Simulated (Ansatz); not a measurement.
BP at 4 GPa: from Born charge to LO–TO splitting and polaron coupling

The calculation used Ansatz, DFT LDA, scalar-relativistic, plane waves, PAW. Settings: 420 eV plane-wave cutoff, Γ-centred 10×10×10 mesh, fixed occupations. No spin polarisation. Phonons by linear response, acoustic sum rule imposed.

The cell, relaxed at 4 GPa:
```cif
data_structure
_symmetry_space_group_name_H-M 'F-43m'
_symmetry_Int_Tables_number 216
_cell_length_a 4.4579
_cell_length_b 4.4579
_cell_length_c 4.4579
_cell_angle_alpha 90.000
_cell_angle_beta 90.000
_cell_angle_gamma 90.000
_cell_volume 88.59
loop_
_atom_site_label
_atom_site_type_symbol
_atom_site_symmetry_multiplicity
_atom_site_Wyckoff_symbol
_atom_site_fract_x
_atom_site_fract_y
_atom_site_fract_z
_atom_site_occupancy
B1 B 4 a 0.00000 0.00000 0.00000 1
P1 P 4 c 0.25000 0.25000 0.25000 1
```

Linear response gives ν_TO = 839.0 cm⁻¹, Born charges ±0.711 e (positive on P) and ε∞ = 9.172. The primitive cell holds 22.148 Å³, and the masses are 10.810 and 30.974 amu.

Question: Find ν_LO and the static dielectric constant.

Answer: The long-wave field adds a restoring force: ω_LO² − ω_TO² = Z*²e²/(ε_vac ε∞ μV). In these units ν_LO² − ν_TO² = 4.92064×10⁷ Z*²/(μ V ε∞) cm⁻², with μ = m₁m₂/(m₁ + m₂) = 8.013 amu: 15285 cm⁻². So ν_LO = √(839.0² + 15285) = 848.0 cm⁻¹, and the run gives 848.0. Lyddane–Sachs–Teller then gives ε0 = ε∞ (ν_LO/ν_TO)² = 9.37, against 9.37 in the run (it forms both from the same three quantities, so the match checks the arithmetic only). Between ν_TO and ν_LO the dielectric function is negative and an undamped crystal reflects fully: a reststrahlen band from 11.8 to 11.9 μm.

Question: What do the Clausius–Mossotti polarisability and the Szigeti charge come to?

Answer: With the Lorentz local field, α = (3V/4π)(ε∞ − 1)/(ε∞ + 2) = 3.87 Å³ for the pair, and e_S = 3Z*/(ε∞ + 2) = 0.19 e. The Born charge includes the electrons' response to the dipole's own local field, and e_S takes that enhancement out. The Lorentz field assumes point-like polarisable ions, a poor picture once ε∞ is this large, since the electron clouds then overlap or are shared, so both numbers are formal here.

Question: How strongly does a slow electron couple to the LO mode?

Answer: For one isotropic parabolic band, Fröhlich's constant is α_F = (1/ε∞ − 1/ε0) √(m* Ry/ħω_LO), with Ry = 13.606 eV, ħω_LO = 105.1 meV and m* in free-electron masses: α_F = 0.0023 × 11.38 × √m* = 0.03 √m*. The band mass isn't part of this run; for m* = 0.1, 0.3 and 1 it gives 0.01, 0.01, 0.03. In weak coupling the polaron lies α_F ħω_LO below the band edge (2 meV at m* = 0.3) with a mass m*(1 + α_F/6); past α_F of about 5 or 6 that expansion fails. A semilocal functional's ε∞ tends to be too large, which taken alone lowers α_F.

Cost: 1 run of about 0.63 core-minutes, on Intel Xeon Platinum 8259CL (Skylake/Cascade Lake) (shared hosts).

BP combines a stiff lattice with weak polarity. Strong, directional sp³ bonds and the light boron atom put the optical modes at high frequency, while the modest Born charge and strong electronic screening keep the LO–TO splitting small. The ionic lattice therefore adds little to the static dielectric constant, rising only from 9.172 to 9.37, and this small difference is what makes the Fröhlich coupling weak.

The positive charge on P reverses the usual III–V assignment, in which the group 13 atom is the cation. Boron's compact 2p shell, with no p core beneath it, competes well with the more diffuse phosphorus 3p shell, so the bond has little static ionicity. The sign probably reflects this together with charge flow along the bond as the atoms move, and it shouldn't be read as an oxidation state.

Weak polar coupling doesn't by itself imply high mobility, since deformation-potential scattering by acoustic and optical phonons remains and may well dominate in so covalent a crystal.
